Question

A crystal of HfO₂ in the cubic fluorite structure is strained in two ways. In the hydrostatic rows all three axes change by the same percentage. In the rows marked epitaxial xy two axes are set to the given strain, as in a film clamped to a substrate, and the third relaxes freely. Negative strain means compression.

Cubic fluorite HfO2 (Fm-3m, a = 5.058 Å, 3-atom cell), computed with Ansatz 0.2.0 using r2SCAN with spin–orbit coupling, plane-wave PAW, a 500 eV cutoff and an 8×8×8 k mesh. The unstrained cell and the free epitaxial axis were relaxed with r2SCAN. Strains are changes of length, gaps are the least over the mesh and named k points, and gap changes are relative to the unstrained cell.

```
 strain kind  strain (%)  band gap (eV)  band gap change (eV)  least direct gap change (eV)  gap kind
epitaxial xy          -4          3.812                -0.494                        -0.243  indirect
epitaxial xy          -3          4.019                -0.287                        -0.138  indirect
epitaxial xy          -2          4.191                -0.115                        -0.063  indirect
epitaxial xy          -1          4.288                -0.018                        -0.018    direct
epitaxial xy           1          4.158                -0.147                        -0.147    direct
epitaxial xy           2          3.998                -0.307                        -0.297  indirect
epitaxial xy           3          3.819                -0.487                        -0.452  indirect
epitaxial xy           4          3.624                -0.682                        -0.608  indirect
 hydrostatic          -4          4.622                 0.316                         0.316    direct
 hydrostatic          -3          4.544                 0.238                         0.238    direct
 hydrostatic          -2          4.466                 0.160                         0.160    direct
 hydrostatic          -1          4.386                 0.080                         0.080    direct
 hydrostatic           1          4.225                -0.081                        -0.081    direct
 hydrostatic           2          4.143                -0.163                        -0.163    direct
 hydrostatic           3          4.060                -0.246                        -0.246    direct
 hydrostatic           4          3.976                -0.330                        -0.330    direct
```

The band gap is the smallest energy between filled and empty states. The least direct gap is the smallest such energy at a single wave vector, that is, between states with the same pattern of phases from cell to cell.

(a) How does the gap respond to each kind of strain, and can the change of volume explain both responses?
(b) What else acts in the epitaxial rows, and why does the gap hardly move at -1 %?
(c) Why does the gap fall so much faster under stronger in-plane compression?

Model answer

(a) Under hydrostatic strain the gap narrows steadily as the crystal expands, by about 0.08 eV for each 1 % of length. Theory suggests a reason, though no orbital weights are at hand to test it. The lowest empty states are expected to be mainly Hf 5d with an antibonding share of O 2p, and the highest filled states mainly O 2p. Compression strengthens the Hf–O overlap and the ionic potential, and both push the Hf levels up relative to oxygen. Crowding of the oxygen neighbours works against this by pushing the filled edge up, but the computed widening shows that it does not win. The gaps alone cannot tell how far each edge moves.

Under epitaxial strain the gap narrows for both signs. To see what volume alone would do, take the row at -4 %. The free axis lengthens by 1.6 % in the same calculation, so the mean length changes by

(0.96 × 0.96 × 1.016)^(1/3) − 1 ≈ −2.2 %

and the hydrostatic slope then predicts

(−2.2) × (−0.08 eV) ≈ +0.17 eV (from the unrounded factors).

The calculation gives -0.494 eV, so the volume estimate has the wrong sign. For a clamped dielectric film this means that a coefficient measured under pressure can mislead about the effect of in-plane compression.

(b) What remains is the change of shape. In the cubic crystal the filled and empty edges both lie at X, a wave vector along a cube axis, and there are three equal X points, one for each axis. Consider the limiting case of a small distortion at fixed volume. By symmetry, the filled edge at the X point of axis i can then shift only as

shift = −D × (strain along i − mean strain),

where D is a constant of the material. The three shifts add up to zero, so at least one edge must rise whichever way the crystal is distorted, and the highest edge sets the gap.

The p shell of an ion splits in the same way when its neighbours along one axis move slightly closer or further away. Measured from the mean of the three orbitals, one moves by twice as much as the other two, and in the opposite direction. The shift of the mean itself is the counterpart of the volume effect.

The likely orbitals suggest the sign of D. At the top of the filled band at X, symmetry allows O 2p orbitals that point along the X axis and meet their oxygen neighbours head-on with opposite signs. In this pattern their overlaps with the Hf d orbitals cancel, so hafnium does not stabilise them. Shortening their axis relative to the others strengthens the oxygen–oxygen repulsion and raises the state, so D is expected to be positive.

The computed edges agree. At -1 % the in-plane axes are the short ones, and the filled edge lies at an in-plane X point. At +1 % the normal axis is the short one, and the edge has moved to its X point.

The row at -1 % is now a near balance. The smaller volume widens the gap by 0.044 eV, while the distortion narrows it by 0.062 eV. At +1 % both effects narrow the gap, and it falls by 0.147 eV. The apparent calm at -1 % is therefore a cancellation between two opposing effects.

(c) From -2 % on, the gap is indirect: the lowest empty state no longer has the same wave vector as the highest filled one. At -3 %, the only one of these rows for which its place is recorded, it lies at Γ, where all cells are in phase. There the lowest empty level of the cubic crystal is expected to be a degenerate pair of Hf d orbitals, which a tetragonal distortion may split, lowering one member. This is an argument from theory and not a computed result. The table does show that a smaller volume alone is not enough, because the hydrostatic rows stay direct down to -4 %.

If it is the same edge in all three rows, and the least direct gap stays at X, the new edge sinks quickly relative to the empty edge at X. The gap lies 0.05 eV below the least direct gap at -2 % and 0.25 eV below it at -4 %, where this accounts for about half of the total loss. The least direct gap falls too, so the change of edge adds to the effect of part (b) and does not replace it.

Remarks on the reasoning

The split into volume and shape uses one slope, taken from the hydrostatic rows at ±1 %; no epitaxial gap entered it. The shape part is simply what is left over, so its size cannot test the explanation. The positions of the edges can, and so can a ratio. Stretching raises the single normal edge and compression the in-plane pair, so the direct gap should lose about twice as much to the distortion at +1 % as at -1 %.

The computed ratio is 1.7. It drops to about 1 at ±4 % and rises towards 2 as the strain shrinks, as it should for a rule that holds only for small distortions. Why the loss per percent grows under compression but hardly under stretching is left open by these data. The printed analysis below gives both parts for every row.

The outputs of the run also show that the row at +1 % is called direct although its two edges lie at different X points. The empty edges at the normal and in-plane X points differ there by less than 1 meV, against a distortion effect of about 0.1 eV. In that row, then, the filled oxygen states carry nearly all of the splitting. At +2 % and beyond the gap is clearly indirect, but the wave vector of the lowest empty state is not recorded, so naming Γ there would be a guess.

Some cautions concern the use of the numbers. The gaps include spin–orbit coupling: it is switched on in the settings, and the 38 electrons fill 38 bands, one electron to each. A general note supplied with the data says that the gaps lack it, but that note does not come from these runs and does not apply to them. The cell is ideal cubic fluorite, whereas HfO₂ is monoclinic at room conditions, so the values illustrate the mechanism and should not be read as data for a real film. The three-atom cell also cannot show the oxygen displacements that turn cubic HfO₂ into its tetragonal phase, and these would change the gap as well. The results have not been checked cell by cell against a second code. Finally, r2SCAN is expected to give gaps that are too small, so the changes deserve more trust than the gaps themselves.

Numerical output:

```
hydrostatic change of gap per 1 % of length (eV): -0.0805
hydrostatic step of gap from -4 to -3 % (eV): -0.078
hydrostatic step of gap from +3 to +4 % (eV): -0.084
volume part and remainder:
           row  strain %  mean length change %  volume part eV  remainder of gap eV  remainder of least direct gap eV  gap below least direct gap eV
  epitaxial xy        -4                -2.157          0.1736              -0.6676                           -0.4166                          0.251
  epitaxial xy        -3                -1.623          0.1306              -0.4176                           -0.2686                          0.149
  epitaxial xy        -2                -1.085         0.08738              -0.2024                           -0.1504                          0.052
  epitaxial xy        -1               -0.5445         0.04383             -0.06183                          -0.06183                              0
  epitaxial xy         1                0.5511        -0.04436              -0.1026                           -0.1026                              0
  epitaxial xy         2                 1.107        -0.08911              -0.2179                           -0.2079                           0.01
  epitaxial xy         3                 1.667         -0.1342              -0.3528                           -0.3178                          0.035
  epitaxial xy         4                  2.23         -0.1795              -0.5025                           -0.4285                          0.074
   hydrostatic        -4                    -4           0.322               -0.006                            -0.006                              0
   hydrostatic        -3                    -3          0.2415              -0.0035                           -0.0035                              0
   hydrostatic        -2                    -2           0.161               -0.001                            -0.001                              0
   hydrostatic        -1                    -1          0.0805              -0.0005                           -0.0005                              0
   hydrostatic         1                     1         -0.0805              -0.0005                           -0.0005                              0
   hydrostatic         2                     2          -0.161               -0.002                            -0.002                              0
   hydrostatic         3                     3         -0.2415              -0.0045                           -0.0045                              0
   hydrostatic         4                     4          -0.322               -0.008                            -0.008                              0
remainder of least direct gap at +1 % over that at -1 % (symmetry expects about 2): 1.66
loss of least direct gap beyond volume part per 1 % in-plane strain at -4 % (eV): 0.1042
loss of least direct gap beyond volume part per 1 % in-plane strain at +4 % (eV): 0.1071
conduction edge at in-plane X below that at normal X at epitaxial +1 % (meV): 0.812
share of the remainder at -4 % that comes from the gap being indirect (%): 37.6
share of the remainder at +4 % that comes from the gap being indirect (%): 14.73
```
